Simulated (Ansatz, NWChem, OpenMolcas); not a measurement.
## How basis sets differ on C2H3F3 (1,1,1-trifluoroethane)

The species is C2H3F3 (8 atoms), meant as a singlet with charge 0. As SMILES, `CC(F)(F)F`. Geometry: relaxed at PBE0-D4/def2-TZVP.

Each level gives the atomisation enthalpy at 298 K (kJ/mol). The values are calculated. The thermal term (zero-point and 298 K enthalpy, harmonic and unscaled) is that of PBE0-D4/def2-TZVP; the spin-orbit lowering of the free atoms at 298 K, 3.9 kJ/mol by their spectra, is taken off.

Measured value to compare with: CRC Handbook of Chemistry and Physics gives the atomisation enthalpy at 298 K of the gas as 3070 kJ/mol.

| level | kind | program | value (kJ/mol) | computed − measured | CPU time (all runs) |
| --- | --- | --- | --- | --- | --- |
| M06-2X/def2-SVPD | hybrid meta-GGA | NWChem | 3109 | +39 | 22 s |
| M06-2X/def2-TZVP | hybrid meta-GGA | NWChem | 3083 | +13 | 41 s |
| M06-2X/cc-pVDZ | hybrid meta-GGA | OpenMolcas | 3049 | -21 | 59 s |
| M06-2X/def2-SVP | hybrid meta-GGA | NWChem | 3125 | +55 | 8.6 s |

Nearest: M06-2X/def2-TZVP (+13 kJ/mol); farthest: M06-2X/def2-SVP (+55 kJ/mol). Times are those of the runs behind each value, whatever else they computed, on shared processors of several kinds: orders of magnitude only.

With the functional held fixed, the basis alone decides whether the molecule comes out overbound or underbound. Within the def2 family the atomisation enthalpy falls from 3125 to 3109 kJ/mol on adding diffuse functions and to 3083 kJ/mol at triple-zeta quality. A more flexible basis lowers all the total energies, so this fall means that the separated atoms gain more than the molecule, probably because in the molecule each compact, electron-rich fluorine already borrows functions from its neighbours.

cc-pVDZ breaks the pattern: nominally the same size as def2-SVP, it errs in the opposite direction. The zeta label therefore predicts neither the size nor the sign of the error, and the closer agreement of cc-pVDZ than of def2-SVPD with experiment suggests a different balance of atomic and molecular errors rather than a more complete description. The remaining +13 kJ/mol at def2-TZVP can't be assigned to the functional, since no larger basis shows whether the downward drift has ended.
